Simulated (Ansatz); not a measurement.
**Ligand exchange: Mg(CH3)2 + C2H9NSi → Mg(CH3)(NH2) + C3H10Si**

Species: Mg(CH3)2, singlet; C2H9NSi `CC[SiH2]N`, singlet; Mg(CH3)(NH2), singlet; C3H10Si `CC[SiH2]C`, singlet. The partners trade CH3 for NH2: Mg–CH3 and Si–NH2 bonds give way to Mg–NH2 and Si–CH3.

Shapes, held fixed at every level: PBE0-D4/def2-TZVP. Flexible molecules stand in one conformer, not always the lowest. Programs: Ansatz 0.2.0. Electronic energies: no zero-point or thermal term.

| level | kind | ΔE (kJ/mol) | less CCSD(T)/def2-TZVPP |
| --- | --- | --- | --- |
| HF/def2-TZVPP | Hartree–Fock | -21.2 | +4.4 |
| PBE-D4/def2-TZVPP | GGA | -25.6 | 0.0 |
| B3LYP-D4/def2-TZVPP | global hybrid | -25.3 | +0.3 |
| r2SCAN0-D4/def2-TZVPP | global hybrid | -25.6 | 0.0 |
| wB97X-V/def2-TZVPP | range-separated hybrid | -26.3 | -0.7 |
| MP2/def2-SVP | perturbation theory | -37.1 | -11.5 |
| CCSD(T)/def2-TZVPP | coupled cluster or CI | -25.6 | 0.0 |

The highest level, CCSD(T)/def2-TZVPP, gives ΔE = -25.6 kJ/mol; the levels span -37.1 to -21.2. The column of differences is taken from that level and isn't an error. No measured value is set beside it here. Correlated rows may include outer-core shells of Mg, which these sets cover unevenly.

The exchange is downhill at every level: magnesium takes the amide and silicon the methyl group. Both metal–ligand and silicon–ligand bonds gain polarity when nitrogen replaces carbon, so the sign reflects a difference between two preferences, not the strength of Mg–N alone. Magnesium is the more electropositive partner, and its largely ionic bonding benefits more from placing negative charge on nitrogen than on carbon. This probably outweighs the loss of the strong, polar Si–N bond. Donation from the nitrogen lone pair into empty magnesium 3p orbitals may add to the gain.

Hartree–Fock already gives -21.2 kJ/mol, so most of the preference is present without electron correlation. The density functionals lie close to the coupled-cluster value, as expected when the number and broad type of bonds are conserved. MP2 stands apart at -37.1 kJ/mol, probably in large part because of its smaller basis. The result concerns isolated monomers; in solution or the solid, bridging amide and methyl groups could change the driving force considerably.
